Q: In transition-metal nitrides the nitrogen 2p states spread over several eV, and where they are dense they reach about one state per eV for each N atom. This TaN crystal has two such dense regions, with a blank stretch between them. Are they two separate bands?

Density of states of TaN (space group P-6m2, measured cell from the COD, a = 2.938 and c = 2.883 angstrom) projected on the Löwdin s and p orbitals of N, from Ansatz 0.2.0 with all-electron LAPW and PBEsol, scalar-relativistic and without spin polarization. The k mesh is 12 × 12 × 10, with tetrahedron integration in 0.4 eV windows; energies are from the Fermi energy.

| energy (eV) | s (states/(eV atom)) | p (states/(eV atom)) |
| --- | --- | --- |
| -9.6 | 0.00 | 0.00 |
| -9.2 | 0.00 | 0.01 |
| -8.8 | 0.00 | 0.04 |
| -8.4 | 0.01 | 0.15 |
| -8.0 | 0.02 | 0.59 |
| -7.6 | 0.02 | 1.04 |
| -7.2 | 0.02 | 0.53 |
| -6.8 | ? | ? |
| -6.4 | ? | ? |
| -6.0 | ? | ? |
| -5.6 | ? | ? |
| -5.2 | 0.01 | 1.10 |
| -4.8 | 0.01 | 1.32 |
| -4.4 | 0.01 | 1.34 |
| -4.0 | 0.00 | 0.72 |
| -3.6 | 0.00 | 0.09 |
| -3.2 | 0.00 | 0.05 |
| -2.8 | 0.00 | 0.09 |
| -2.4 | 0.01 | 0.08 |
| -2.0 | 0.01 | 0.09 |
| -1.6 | 0.01 | 0.12 |
| -1.2 | 0.01 | 0.11 |
| -0.8 | 0.01 | 0.09 |
| -0.4 | 0.00 | 0.02 |
| 0.0 | 0.00 | 0.00 |
| 0.4 | 0.00 | 0.00 |
| 0.8 | 0.00 | 0.01 |
| 1.2 | 0.01 | 0.06 |
| 1.6 | 0.02 | 0.13 |
| 2.0 | 0.03 | 0.18 |
| 2.4 | 0.06 | 0.20 |
| 2.8 | 0.09 | 0.20 |
| 3.2 | 0.12 | 0.20 |

A: First, what is plotted. The columns s and p give the density of states that sits on nitrogen's s and p orbitals, with both spins counted. Tantalum's share has no column. The column p peaks at -7.6 eV, has halved one row later, is high again from -5.2 to -4.4 eV and has nearly vanished at -3.6 eV.

Q: On a barrier film I would take two nitrogen humps in a valence spectrum as a sign of two kinds of nitrogen site.

A: This crystal has one N atom per cell, so here both humps belong to the same site. In a solid, a p level becomes a set of bands whose energy depends on how the phase of the wave changes from cell to cell. Where a band is nearly flat, many states crowd into a small energy range and the density of states peaks. Two humps alone are therefore no evidence of two sites or two phases. A real film may have another structure or vacancies, and a measured spectrum also contains the Ta states.

Q: Then what could tell us about the blank rows?

A: Electron counting. Ta and N bring five valence electrons each. By standard chemistry, two of the ten fill the N 2s band, which lies below the table, six fill three bonding bands made of N 2p and mainly Ta 5d, and two remain in states that are mostly Ta 5d. Most of that last pair lies in the rows from -3.2 eV to zero, where the N p weight adds up to only 0.26 electrons.

Q: But p is 0.00 at zero energy. Isn't that a band gap?

A: It shows only that nitrogen contributes almost nothing there. Ta states can fill that place. The run's band energies settle the matter: the band that holds the last two electrons reaches 0.3 eV above zero, while the next one already starts 0.2 eV below it. The two overlap in energy, so in this calculation the crystal is a semimetal. The bands that matter for your question are the six-electron group below about -3.4 eV.

Q: How much of that group do the known rows contain?

A: Take each row as an average over its window of 0.4 eV, add the p values below -3.4 eV and multiply by 0.4 eV. That gives 2.77 electrons on N p. Now suppose the regions were separate peaks, each falling off on its hidden side as it does on its visible side. The N p share of the six electrons would then be 48 per cent if the upper region is mirrored about the midpoint of its two highest rows, as the program does, and 53 per cent if it is mirrored about its middle row at -4.8 eV.

Q: About half, then. What is wrong with that?

A: Think of the bond in a hydrogen fluoride molecule. Two levels combine, and the bonding pair sits mostly on fluorine, whose level is lower. For two levels a distance $\Delta$ apart, coupled by $V$, the weight of the lower atom in the bonding state is

$$w=\frac{1}{2}\left(1+\frac{\Delta}{\sqrt{\Delta^2+4V^2}}\right).$$

With equal levels the pair is shared evenly. As $\Delta$ grows relative to $V$, the pair moves to the lower atom.

Q: So nitrogen, being the more electronegative partner, should have more than half.

A: Yes, and separate peaks would leave it only about half. The molecule has one bond and two levels, whereas the crystal has five d orbitals on each Ta atom and a coupling that changes along the bands. The comparison therefore gives a direction, not an exact share. It suggests that more N p weight is hidden in the blank rows, but it can't rule out separate peaks by itself, since an upper peak that is wider on its hidden side could also hold that weight.

Q: How much weight?

A: I would guess a nitrogen share of 60 to 75 per cent: clearly above half, but well short of a purely ionic nitride. At 60 per cent, N p holds $6\times0.60=3.6$ electrons, of which 2.77 are already found. The remaining 0.83 electrons, spread over four windows or 1.6 eV, give a mean p of about 0.5. At 75 per cent the mean is about 1.1.

Q: That fixes a sum. You still need a value for each row.

A: The count can't supply the shape, so I take the least committed one, a straight line between the known neighbours at -7.2 and -5.2 eV. At -6.4 eV, for example, the line has covered 0.8 of its 2.0 eV, which gives $0.53+0.4\times(1.10-0.53)=0.76$. The mean along the line is 0.8, inside the range from the count. The line uses only those two rows and none of the blank ones.

Q: And how far do you trust it?

A: To about 0.4 in each row. If I hide the known peak at -7.6 eV and draw a line between its two neighbours, I miss it by about half a unit. A peak as sharp as that in the blank stretch would fall outside my bar, so I am betting on a smoother shape there. For s I use the same kind of line. These are the forecasts, in states/(eV atom):

| energy (eV) | p, ±0.4 | s, ±0.02 |
|---|---|---|
| -6.8 | 0.64 | 0.01 to 0.02 |
| -6.4 | 0.76 | 0.01 to 0.02 |
| -6.0 | 0.87 | 0.01 to 0.02 |
| -5.6 | 0.99 | 0.01 to 0.02 |

In words, the two regions are joined, with no gap in p between them.

Q: Let's see the computed rows.

The withheld rows as computed:

| energy (eV) | s (states/(eV atom)) | p (states/(eV atom)) |
| --- | --- | --- |
| -6.8 | 0.02 | 0.44 |
| -6.4 | 0.02 | 0.53 |
| -6.0 | 0.02 | 0.64 |
| -5.6 | 0.01 | 0.98 |

Q: There is no gap. All four p values are within your bar, but most of them are lower than you said.

A: The regions are joined, as forecast. The first three forecasts are too high by 0.20 to 0.23, which is roughly 40 per cent of the computed values. That is a poor result for the shape, and only the wide bar makes these rows hits. The misses also have a common origin, so the four rows are not four independent successes.

Q: What is the common origin?

A: The line starts to climb at -7.2 eV, but the computed p goes on falling, to 0.44 at -6.8 eV. The fall from the lower peak continues for one more row, which the line doesn't allow. After that p rises slowly up to -6.0 eV and then jumps by 0.34 in a single row. The computed profile is a shallow dip followed by a step.

Q: Yet at -5.6 eV you were almost exactly right.

A: That hit doesn't support the straight line. The step brings p up to the level of the upper region just there, and the line happens to pass through the same point. The computed value does show that the upper dense region starts one row earlier than the known rows revealed.

Q: What causes the step?

A: Possibly the start of a further band. The table can't show this, but the run's band energies give a hint: the three bonding bands begin at about -9.5, -7.1 and -5.9 eV and end at about -4.7, -3.8 and -3.4 eV. The peak at -7.6 eV therefore comes from the lowest band alone, and the third band sets in just before the step. That match is not proof: the second band starts at -7.1 eV and p still falls in the next row, and a flat part of the second band could add to the step as well. The band energies also answer your first question. The mean energies of the three bands are -7.5, -5.7 and -4.6 eV, so the lowest band is centred on the lower hump and the other two on the upper region. Their ranges overlap, however, so no gap opens between the two. How much each band adds to p in a given row isn't resolved here.

Q: Did the electron count do better than the line?

A: It did its more modest job. The blank rows hold 1.04 electrons on N p, inside the range I guessed, where the two mirrored versions above would have left only about 0.1 and 0.4. The sum alone doesn't prove the join, though. Mirroring the upper region about -5.0 eV instead gives about 0.9 electrons and a share of 62 per cent, with p still close to zero at -6.8 and -6.4 eV. The line promised $0.815\times1.6=1.30$, about a quarter too many. The nitrogen share of the six electrons comes out at 63 per cent, near the lower end of my guess.

Q: Can I quote 63 per cent as the ionicity of the bond?

A: Not as a measured property. The share depends on which orbitals are used to divide the electrons between the atoms, and on the assumption that the rows below -3.4 eV hold exactly six. That cut isn't perfectly clean, because the next band already begins at about -3.7 eV. What you can keep is the reasoning: the further the metal's d levels lie above the nitrogen p levels, compared with their coupling, the more of the bonding band belongs to nitrogen.

Q: And the s column?

A: Its computed values agree with the forecast to within the rounding. That is a weak test, because the bar was as large as the values themselves. The small numbers don't mean that the N 2s orbital is empty, since its electrons are in the band below the table.

Q: Spin-orbit coupling was left out, and Ta is heavy. Could that undo the result?

A: It matters most for the Ta-rich states near zero energy, where it shifts and splits band crossings. The broad nitrogen profile several eV lower should hardly change, although this calculation doesn't test that. The positions of the humps also carry the usual error of an approximate density functional, so I wouldn't match them to a spectrum to a tenth of an eV. The output below gives the sums, the straight-line forecasts and the miss for each row.

Numerical output:

```
N p states in all known rows, per N atom: 3.424
N p electrons in known rows below -3.4 eV: 2.772
N p electrons from -3.2 to 0 eV: 0.26
N p share of six electrons if the peaks are separate: 0.4813
highest mean p allowed in withheld rows by six p states: 1.61
mean p in withheld rows for N p share 0.60: 0.5175
mean p in withheld rows for N p share 0.75: 1.08
mean p in withheld rows from the straight line: 0.815
miss of a line across the known peak at -7.6 eV: -0.48
forecast p at -6.8 -6.4 -6.0 -5.6 eV, each with bar 0.4: 0.644, 0.758, 0.872, 0.986
computed p at the same energies: 0.44, 0.53, 0.64, 0.98
forecast less computed p: 0.204, 0.228, 0.232, 0.006
forecast s at the same energies, each with bar 0.02: 0.018, 0.016, 0.014, 0.012
computed s at the same energies: 0.02, 0.02, 0.02, 0.01
number of p forecasts within the bar, of four: 4
largest miss of s, absolute: 0.006
computed N p electrons in withheld rows: 1.036
computed N p share of the six electrons below -3.4 eV: 0.6347
```
